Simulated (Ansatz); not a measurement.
# Loss of H2: C3H10BN → C3H8BN + H2

Species: C3H10BN `BN(C)CC`, singlet; C3H8BN `BN(C)C=C`, singlet; H2 (hydrogen), singlet. 

Shapes, held fixed at every level: PBE0-D4/def2-TZVP. Flexible molecules stand in one conformer, not always the lowest. Programs: Ansatz 0.2.0. The zero-point and thermal change to 298 K, harmonic and unscaled (PBE0-D4/def2-TZVP), is -27.7 kJ/mol.

| level | kind | ΔH(298 K) (kJ/mol) | less CCSD(T)/CBS estimate | CPU time (sum over the molecules) |
| --- | --- | --- | --- | --- |
| r2SCAN-D4/def2-TZVPP | meta-GGA | +105.6 | +0.2 | 62 s |
| B3LYP-D4/def2-TZVPP | global hybrid | +96.1 | -9.3 | 81 s |
| BHLYP-D4/def2-TZVPP | global hybrid | +110.4 | +5.0 | 53 s |
| r2SCAN0-D4/def2-TZVPP | global hybrid | +116.6 | +11.2 | 69 s |
| wB97M-V/def2-TZVPP | range-separated hybrid | +109.4 | +4.0 | 2.5 min |
| CCSD/def2-SVP | coupled cluster or CI | +119.6 | +14.2 | – |
| CCSD(T)/def2-TZVPP | coupled cluster or CI | +105.9 | +0.5 | 64 min |
| CCSD(T)/CBS estimate | coupled cluster or CI | +105.4 | 0.0 | 70 min |

The highest level, CCSD(T)/CBS estimate, gives ΔH(298 K) = +105.4 kJ/mol; the levels span +96.1 to +119.6. The column of differences is taken from that level and isn't an error. No measured value is set beside it here. The CBS estimate extrapolates MP2 from def2-TZVPP and def2-QZVPP and adds CCSD(T) − MP2 in the triple-zeta set, cores frozen; for H2 it overshoots the exact energy by about 1 mEh. Times are processor times on shared x86 and Arm servers, and rough.

Removing H2 from the ethyl group to give the N-vinyl aminoborane is clearly endothermic at every level. Two C–H σ bonds are exchanged for H–H and a comparatively weak C=C π bond, while the B–N linkage stays intact. Conjugation of the nitrogen lone pair with the new vinyl group should offset part of this cost, as in enamines, but the empty boron p orbital competes for the same lone pair, so the stabilisation is probably smaller than in a simple enamine.

Exact exchange raises the enthalpy from r2SCAN to r2SCAN0, and B3LYP lies below BHLYP, yet its share does not order the functionals across families. The closeness of r2SCAN to the reference may therefore owe something to error cancellation. The two CCSD(T) values differ by only 0.5 kJ/mol, so the endothermicity hardly depends on the final basis-set step. Release of a gas molecule favours dehydrogenation entropically on heating, but the enthalpy alone fixes neither the equilibrium temperature nor the barrier.
